## Replica-symmetric SK solution and the de Almeida–Thouless line

### Statement

The Sherrington–Kirkpatrick model (1975) has $N$ Ising spins $S_i=\pm1$ and energy $\mathcal H=-\sum_{i<j}J_{ij}S_iS_j-h\sum_iS_i$. The $J_{ij}$ are independent Gaussian couplings of zero mean and variance $J^2/N$. Units have $k_B=1$, so $T$, $h$ and $J$ are energies, $h$ includes the moment, and entropies are in $k_B$ per spin. Further, $\beta=1/T$, $Dz=dz\,e^{-z^2/2}/\sqrt{2\pi}$, $H(z)=J\sqrt q\,z+h$, $\langle\cdot\rangle$ is a thermal average and $[\cdot]$ the average over couplings.

1. The replica-symmetric (RS) free energy per spin and overlap $q=[\langle S_i\rangle^2]$ obey
$$f=-\frac{\beta J^2}{4}(1-q)^2-T\int Dz\,\ln 2\cosh\beta H,\tag{1}$$
$$q=\int Dz\,\tanh^2\beta H.\tag{2}$$
2. The solution is stable only if (de Almeida and Thouless, 1978)
$$\lambda\equiv1-\beta^2J^2\int Dz\,\mathrm{sech}^4\beta H>0.\tag{3}$$
The curve $\lambda=0$, with $q$ taken from (2) at the same $T$ and $h$, is the AT line.
3. Near $T_c=J$, with $\tau=1-T/T_c$, the line is $(h/J)^2=\tfrac43\tau^3$.
4. At large field $T_{AT}\to T_0=\dfrac{4J}{3\sqrt{2\pi}}\,e^{-h^2/2J^2}$. There is no field above which RS is stable down to $T=0$.
5. The RS entropy at $T=0$ is $S(0)=-e^{-h^2/J^2}/2\pi$, which is $-1/2\pi=-0.159$ in zero field.

### Proof of (1) to (3)

Averaging $Z^n$ over the couplings and decoupling the four-spin terms with variables $q_{ab}$, $a<b$, gives $[Z^n]\propto e^{nN\beta^2J^2/4}\int\prod dq_{ab}\,e^{-N\Phi}$ with
$$\Phi=\frac{\beta^2J^2}{2}\sum_{a<b}q_{ab}^2-\ln\mathrm{Tr}\exp\Big(\beta^2J^2\sum_{a<b}q_{ab}S_aS_b+\beta h\sum_aS_a\Big).$$
Put $q_{ab}=q$. Then $\sum_{a<b}q_{ab}^2=n(n-1)q^2/2$ and $\sum_{a<b}S_aS_b=\tfrac12[(\sum_aS_a)^2-n]$. The square is linearised with one Gaussian variable $z$, the trace factorises into $(2\cosh\beta H)^n$, and $n\to0$ gives (1). Integration by parts in $z$ yields $\partial f/\partial q=\tfrac12\beta J^2\big(\int Dz\tanh^2\beta H-q\big)$, whose zero is (2). The magnetisation is $m=-\partial f/\partial h=\int Dz\tanh\beta H$.

The Hessian of $\Phi$ is $\beta^2J^2(\mathbb 1-\beta^2J^2C)$, where $C$ is the covariance matrix of the products $S_aS_b$. As $n\to0$ its entries are $P=1-q^2$ for equal pairs, $Q=q-q^2$ for pairs sharing one replica and $R=r-q^2$ for disjoint pairs, with $r=\int Dz\tanh^4\beta H$. Take a fluctuation $\eta_{ab}$ with $\sum_{b\ne a}\eta_{ab}=0$ for every $a$. The pairs that share one index with $(ab)$ sum to $-2\eta_{ab}$. All pairs together sum to zero, so the disjoint ones sum to $+\eta_{ab}$. The eigenvalue of $C$ is $P-2Q+R=1-2q+r$, and $1-2\tanh^2+\tanh^4=\mathrm{sech}^4$ turns $1-\beta^2J^2(1-2q+r)$ into (3). This is the replicon mode.

The other two families have eigenvalues $P+2(n-2)Q+\tfrac12(n-2)(n-3)R$ and $P+(n-4)Q-(n-3)R$. Both tend to $1-4q+3r=(1-2q+r)-2(q-r)$, and $q\ge r$, so the replicon is the first to go soft. The sign required in (3) has a meaning free of replicas. The spin-glass susceptibility $\chi_{SG}=N^{-1}\sum_{ij}[(\langle S_iS_j\rangle-\langle S_i\rangle\langle S_j\rangle)^2]$ equals $\int Dz\,\mathrm{sech}^4\beta H/\lambda$ in the RS solution, and a sum of squares cannot be negative.

### A wrong attempt

**This section is wrong from line (W2) on, and its result (W5) is false.**

Expanding (2) with $\tanh^2x=x^2-\tfrac23x^4+\dots$ and Gaussian moments gives the correct line
$$q=\beta^2(J^2q+h^2)-\tfrac23\beta^4(3J^4q^2+6J^2qh^2+h^4)+\dots\tag{W1}$$
The attempt argues that a uniform field produces magnetisation while $q$ describes freezing, and it discards the field terms:
$$q=\beta^2J^2q-2\beta^4J^4q^2.\tag{W2, wrong}$$
For $T>J$ the only non-negative root is $q=0$. The attempt takes this as the paramagnetic solution in any field and cools it until (3) fails:
$$\lambda_W=1-\beta^2J^2\,\mathrm{sech}^4\beta h.\tag{W3, wrong}$$
With $u=\beta h$ the boundary $\lambda_W=0$ is
$$T=J\,\mathrm{sech}^2u,\qquad h=J\,u\,\mathrm{sech}^2u.\tag{W4, wrong}$$
Small $u$ gives $(h/J)^2\simeq\tau$. The function $u\,\mathrm{sech}^2u$ has its maximum where $u\tanh u=\tfrac12$, at $u=0.7717$, which gives $T^*=0.5802\,J$ and $h^*=0.4477\,J$. Since $\beta J\,\mathrm{sech}^2\beta h=(J/h)\,u\,\mathrm{sech}^2u\le h^*/h$, the attempt concludes
$$\lambda_W\ge1-(h^*/h)^2>0\ \text{ for }h>h^*,\qquad T_{AT}=0.\tag{W5, wrong}$$
At $h=2J$ this claims $\lambda_W\ge0.950$ at every temperature, that is, no glass transition at all.

### Symptom

Three tests that need no knowledge of the true line expose the attempt. Each is evaluated at $h=2J$, $T=J$.

- Substituting $q=0$ into (2) gives $0$ on the left and $\tanh^2\beta h=0.929$ on the right. The state is not a stationary point of (1).
- A mean square cannot fall below a squared mean, so $q=[\langle S_i\rangle^2]\ge m^2$. The attempt has $m=\tanh\beta h=0.964$ together with $q=0$.
- With $q=0$ in (1), $-\partial f/\partial T$ is $s_W=-\beta^2J^2/4+\ln2\cosh\beta h-\beta h\tanh\beta h=-0.160$. At this field it turns negative below $T=1.24\,J$, above the zero-field $T_c$, and it diverges as $-J^2/4T^2$ on cooling. A state declared stable at all temperatures has an entropy that no system of discrete spins can have.

The shape of (W4) is a further warning. For $h<h^*$ it has two temperatures, so the glass would melt again on cooling.

### The faulty line

The fault is the step from (W1) to (W2). The term $\beta^2h^2$ is the leading source in the equation for $q$, and sources are the only terms that survive at $q=0$. However small $h$ is, it cannot be neglected against terms that vanish with $q$. Keeping it gives, for small $h$,
$$q\simeq\frac{h^2}{T^2-J^2}\quad(T>J),\qquad q\simeq\frac{h}{\sqrt2\,J}\quad(T=J).$$
The first comes from the terms linear in $q$, and the second from $\beta^2h^2=2\beta^4J^4q^2$ at $\beta J=1$. In a field $q$ is positive at all temperatures, and the AT line is marked by $\lambda=0$ alone. At large field the discarded term exceeds the one kept. Their ratio is $h^2/J^2q\ge h^2/J^2$, and (W1) itself is useless there because $\beta h\gg1$ on the line.

The physical loss is the width of the field distribution. In (2) and (3) the field $H$ is Gaussian with mean $h$ and width $J\sqrt q$. The weight $\mathrm{sech}^4\beta H$ selects the spins with $|H|\lesssim T$. Setting $q=0$ gives every spin the field $h$ and removes exactly these spins.

### Mended calculation

**Near $T_c$.** Let $t=T/J$, $v=q/t^2$, $b=\beta h$, so that $x=\beta H$ has mean $b$ and variance $v$. Anticipating $b^2\sim v^3$, use $\tanh^2x=x^2-\tfrac23x^4+\tfrac{17}{45}x^6-\tfrac{62}{315}x^8$ and $\mathrm{sech}^4x=1-2x^2+\tfrac73x^4-\tfrac{94}{45}x^6$, with $\langle x^2\rangle=v+b^2$, $\langle x^4\rangle\simeq3v^2+6vb^2$, $\langle x^6\rangle\simeq15v^3$ and $\langle x^8\rangle\simeq105v^4$. Equation (2) divided by $v$ and the condition $\lambda=0$ read
$$t^2=1-2v+\tfrac{17}{3}v^2+\frac{b^2}{v}-\tfrac{62}{3}v^3-4b^2,\qquad t^2=1-2v+7v^2-\tfrac{94}{3}v^3-2b^2 .$$
The orders $1$ and $v$ cancel in the difference, which leaves $(b^2/v)(1-2v)=\tfrac43v^2-\tfrac{32}{3}v^3$, or $b^2=\tfrac43v^3(1-6v)$. The term $b^2/v$ that balances $\tfrac43v^2$ is the one discarded in (W2). From the second equation $\tau=v-3v^2$, and $(h/J)^2=b^2t^2$ with $t^2\simeq1-2v$. Together,
$$(h/J)^2=\tfrac43\tau^3\,[1+\tau+O(\tau^2)].\tag{4}$$

**Large field.** Let $p(y)=(2\pi J^2q)^{-1/2}e^{-(y-h)^2/2J^2q}$ be the density of $H$, and put $y=Tx$. Equations (2) and $\lambda=0$ become, without approximation,
$$1-q=T\int dx\,\mathrm{sech}^2x\;p(Tx),\qquad T=J^2\int dx\,\mathrm{sech}^4x\;p(Tx).\tag{5}$$
For $T\ll J$ and $Th\ll J^2$ the density is slowly varying, and $p(Tx)=p(0)[1+\dots+\tfrac12T^2x^2p''(0)/p(0)+\dots]$, where odd terms integrate to zero and $p''(0)/p(0)=h^2/J^4q^2-1/J^2q$. The integrals over the real line are $\int\mathrm{sech}^2x=2$, $\int\mathrm{sech}^4x=\tfrac43$ and $\int x^2\mathrm{sech}^4x=\pi^2/9-\tfrac23$. At leading order $T=\tfrac43J^2p(0)$ and $1-q=2Tp(0)=\tfrac32(T/J)^2$. Hence $q\to1$, and
$$T_0=\frac{4J}{3\sqrt{2\pi}}e^{-h^2/2J^2}=0.5319\,J\,e^{-h^2/2J^2}.\tag{6}$$
Away from the line the same step gives $\lambda\simeq1-T_0/T$, negative for all $T<T_0$.

Two corrections enter at relative order $T_0^2$. Let $\kappa=h^2/J^2-1$. The shift of $q$ changes $\ln p(0)$ by $-\tfrac12\kappa(1-q)=-\tfrac34\kappa(T_0/J)^2$. The curvature of $p$ adds $\tfrac12\kappa(T_0/J)^2\cdot\tfrac34(\pi^2/9-\tfrac23)=\kappa(\pi^2/24-\tfrac14)(T_0/J)^2$. The sum is
$$T_{AT}\simeq T_0\Big[1-\Big(1-\frac{\pi^2}{24}\Big)\Big(\frac{h^2}{J^2}-1\Big)\frac{T_0^2}{J^2}\Big],\qquad1-\frac{\pi^2}{24}=0.5888.\tag{7}$$

**Entropy.** Because (1) is stationary in $q$, the entropy is $-\partial f/\partial T$ at fixed $q$:
$$s=-\frac{\beta^2J^2}{4}(1-q)^2+\int Dz\,[\ln2\cosh\beta H-\beta H\tanh\beta H].\tag{8}$$
As $T\to0$ at fixed $h$, the first equation of (5) gives $\beta J(1-q)\to2Jp(0)=\sqrt{2/\pi}\,e^{-h^2/2J^2}$. The integral in (8) tends to $Tp(0)\int dx\,(\ln2\cosh x-x\tanh x)=\tfrac{\pi^2}{6}Tp(0)$ and vanishes. Therefore $S(0)=-e^{-h^2/J^2}/2\pi=-\tfrac{9}{16}(T_0/J)^2$, negative at every field, so RS cannot describe $T=0$ at any $h$. At large field (8) reads $s\simeq-J^2p(0)^2+\tfrac{\pi^2}{6}Tp(0)$, which crosses zero at $T=6J^2p(0)/\pi^2=(9/2\pi^2)\,T_0=0.456\,T_0$. The unphysical entropy thus lies wholly below the AT line, where (3) has already disqualified the solution.

### Size of the error at large field

The two equations (5) were solved together by quadrature. All entries are numbers of the SK model.

| $h/J$ | (W5), wrong | $T_0/J$, (6) | $T_{AT}/J$, (7) | $T_{AT}/J$, (5) | $1-q$ on the line | RS $S(0)$ |
|---|---|---|---|---|---|---|
| 1.5 | 0 | 0.173 | 0.169 | 0.169 | 0.0432 | $-0.0168$ |
| 2 | 0 | 0.0720 | 0.0713 | 0.0713 | 0.00766 | $-0.002915$ |
| 3 | 0 | 0.00591 | 0.00591 | 0.00591 | $5.24\times10^{-5}$ | $-1.96\times10^{-5}$ |

The leading form (6) lies above the solution of (5) by 2, 0.9 and 0.02 per cent at the three fields. The wrong attempt misses the whole of $T_{AT}$ at every $h>0.4477\,J$. In absolute terms the miss is $0.0713\,T_c$ at $h=2J$ and shrinks as $e^{-h^2/2J^2}$, which is why the false result looks harmless on a linear plot. The quantities behind it are far from harmless. On the line at $h=2J$ the discarded term $\beta^2h^2$ is $4.03$ times the kept term $\beta^2J^2q$, and the attempt uses $q=0$ where $1-q=0.00766$. The combination $\beta^2J^2\int Dz\,\mathrm{sech}^4\beta H$, which equals $1$ there, is given by (W3) as about $6\times10^{-46}$. The attempt suppresses it by the thermal factor $e^{-4h/T}$, while the correct suppression is the temperature-independent Gaussian tail $e^{-h^2/2J^2}$.

At small field the same slip errs in the opposite direction. For $\tau=0.01$, (W4) puts the boundary at $h=0.099\,J$ and (4) puts it at $0.0012\,J$, with exponent $1$ in place of $3$ for $h^2$ against $\tau$.